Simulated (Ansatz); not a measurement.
# BiTe: a film clamped to a substrate

Theory: DFT r2SCAN, scalar-relativistic, plane waves, PAW in Ansatz. Settings: plane waves to 500 eV, k-mesh 14×14×14 (Γ-centred), Gaussian smearing 0.15 eV. Spin–orbit coupling is left out, which can shift energies with elements as heavy as these. No spin polarisation. Energies are free energies at this smearing, counted from the undisturbed cell; pressure is positive in compression.

Reference structure (as given, not relaxed at this level; it stands at 0.0 GPa, and it needn't be the usual structure):

```xyz
2
Lattice="0.0000 3.2350 3.2350 3.2350 0.0000 3.2350 3.2350 3.2350 0.0000" Properties=species:S:1:pos:R:3 pbc="T T T"
Bi    0.0000    0.0000    0.0000
Te    3.2350    3.2350    3.2350
```

The cell (2 atoms, V0 = 67.71 Å³) is strained by p along both x and y and by q along z, fractional coordinates fixed. τp = (1/V0) ∂E/∂p = (σxx + σyy)(1 + p)(1 + q) and τq = (1/V0) ∂E/∂q = σzz(1 + p)², with tension positive.

```
     p q  ΔE (meV/atom)  τp (GPa)  τq (GPa)
 0.000   0.000           0.00      0.02      0.01
-0.030   0.000          27.05     -9.03     -1.51
 0.030   0.000          22.38      6.65      1.30
 0.000  -0.030          11.36     -1.41     -3.78
 0.000   0.030           9.05      1.40      2.68
```

Q: Get the second derivatives of the energy density.

A: Central differences give A = ∂τp/∂p = 261 GPa (C11 + C22 + 2 C12), C = ∂τq/∂q = 108 GPa (C33) and the cross term B = ∂τq/∂p = 47 GPa (C13 + C23); ∂τp/∂q = 47 GPa must equal B, and any difference shows higher-order terms. Steps this large leave an error of some per cent of A or C in all of these, which can swamp a small B. The ions are clamped. In a cubic crystal C11 = C = 108, C12 = B/2 = 23.4 GPa and A should be 2(C11 + C12) = 262 GPa; the bulk modulus is (C11 + 2 C12)/3 = 52 GPa.

Q: A film of this crystal grows with z along the normal on a substrate that imposes p. How does its thickness respond, and what does the misfit cost?

A: Count p and q from the stress-free cell. A free surface needs τq = 0, so q = −(B/C) p = -0.44 p. The energy density left is (A − B²/C) p²/2 = M p², with the biaxial modulus M = 120 GPa; a misfit of 1 % costs 2.55 meV/atom, against 2.76 meV/atom if the thickness were held.

At p = -0.030 the energies along q are 48.4 (q = -0.030), 27.1 (q = 0.000), 27.3 (q = 0.030) meV/atom.

Q: Does the linear rule hold at this misfit?

A: A parabola through the lowest point and its neighbours has its minimum at q = 0.015, 24.5 meV/atom. With the stress left in the starting cell, τp0 and τq0, linear elasticity gives q = −(τq0 + Bp)/C = 0.013 and E = V0(τp0 p + τq0 q + Ap²/2 + Bpq + Cq²/2)/N = 22.8 meV/atom. The two agree within a tenth in energy.

In a metal these slopes depend on the k mesh and the smearing.

Rock-salt BiTe is stiff along its cube axes but couples them weakly: C11 is 108 GPa against 23.4 GPa for C12. Letting the thickness relax therefore recovers little of the misfit energy, which falls only from 2.76 to 2.55 meV/atom at 1 % misfit. The likely reason is bonding through p orbitals that point along the Bi–Te axes, as in the related lead and tin chalcogenides. Axial strain changes these bond lengths directly, whereas a transverse response needs weaker coupling between perpendicular chains.

Compression costs more than equal extension for both kinds of strain, as expected from steepening short-range repulsion. This also explains why the linear estimate is too low for the compressed film.

Inversion symmetry at every site rules out internal displacements linear in these strains, so clamping the ions doesn't affect the elastic constants of the ideal crystal. BiTe ordinarily adopts a layered structure containing bismuth bilayers, however, and the near-cubic response found here shouldn't be carried over to films of that phase.
